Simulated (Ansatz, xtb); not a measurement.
# Ligand exchange: BH2F + SnH3(NH2) → BH2(NH2) + SnH3F

Species: BH2F `BF`, singlet; SnH3(NH2), singlet; BH2(NH2), singlet; SnH3F `[F][SnH3]`, singlet. The partners trade F for NH2: B–F and Sn–NH2 bonds give way to B–NH2 and Sn–F.

Shapes, held fixed at every level: PBE0-D4/def2-TZVP. Programs: Ansatz 0.2.0, xtb 6.7.1. The zero-point and thermal change to 298 K, harmonic and unscaled (PBE0-D4/def2-TZVP), is +4.4 kJ/mol.

| level | kind | ΔH(298 K) (kJ/mol) | less CCSD(T)/def2-TZVPP |
| --- | --- | --- | --- |
| GFN2-xTB | semi-empirical | -56.7 | -1.0 |
| HF/def2-TZVPP | Hartree–Fock | -58.9 | -3.2 |
| BHLYP-D4/def2-TZVPP | global hybrid | -65.1 | -9.4 |
| PBE0-D4/def2-TZVPP | global hybrid | -67.5 | -11.8 |
| wB97M-V/def2-TZVPP | range-separated hybrid | -66.6 | -10.9 |
| MP2/def2-SVP | perturbation theory | -63.8 | -8.1 |
| CCSD(T)/def2-SVP | coupled cluster or CI | -63.4 | -7.7 |
| CCSD/def2-SVP | coupled cluster or CI | -63.9 | -8.2 |
| CCSD(T)/def2-TZVPP | coupled cluster or CI | -55.7 | 0.0 |

The highest level, CCSD(T)/def2-TZVPP, gives ΔH(298 K) = -55.7 kJ/mol; the levels span -67.5 to -55.7. The column of differences is taken from that level and isn't an error. No measured value is set beside it here. For atoms past krypton def2 sets carry core potentials with scalar relativity. Correlated rows may include outer-core shells of Sn, which these sets cover unevenly.

Every level makes the exchange exothermic, so boron's preference for the amide and tin's for fluoride, relative to the reverse pairing, doesn't depend on the treatment of correlation. The main reason is probably π bonding at boron. Nitrogen's lone pair lies higher in energy than those of fluorine and donates more effectively into the empty boron 2p orbital, giving aminoborane partial B–N double-bond character. Tin in SnH3(NH2) has no comparable low-lying empty p orbital, so it gives up little π bonding when it loses the amide, and it gains a strongly polar bond to the more electronegative fluorine.

The size of the preference is less settled than its sign. Enlarging the basis moves CCSD(T) from -63.4 to -55.7 kJ/mol, whereas adding triples to CCSD in the smaller basis hardly matters, which suggests that the one-particle description of the polar bonds and lone pairs limits the result more than the excitation level does. Without a further basis step, the closeness of GFN2-xTB and Hartree–Fock to the highest level can't be taken as evidence of greater accuracy than the density functionals.
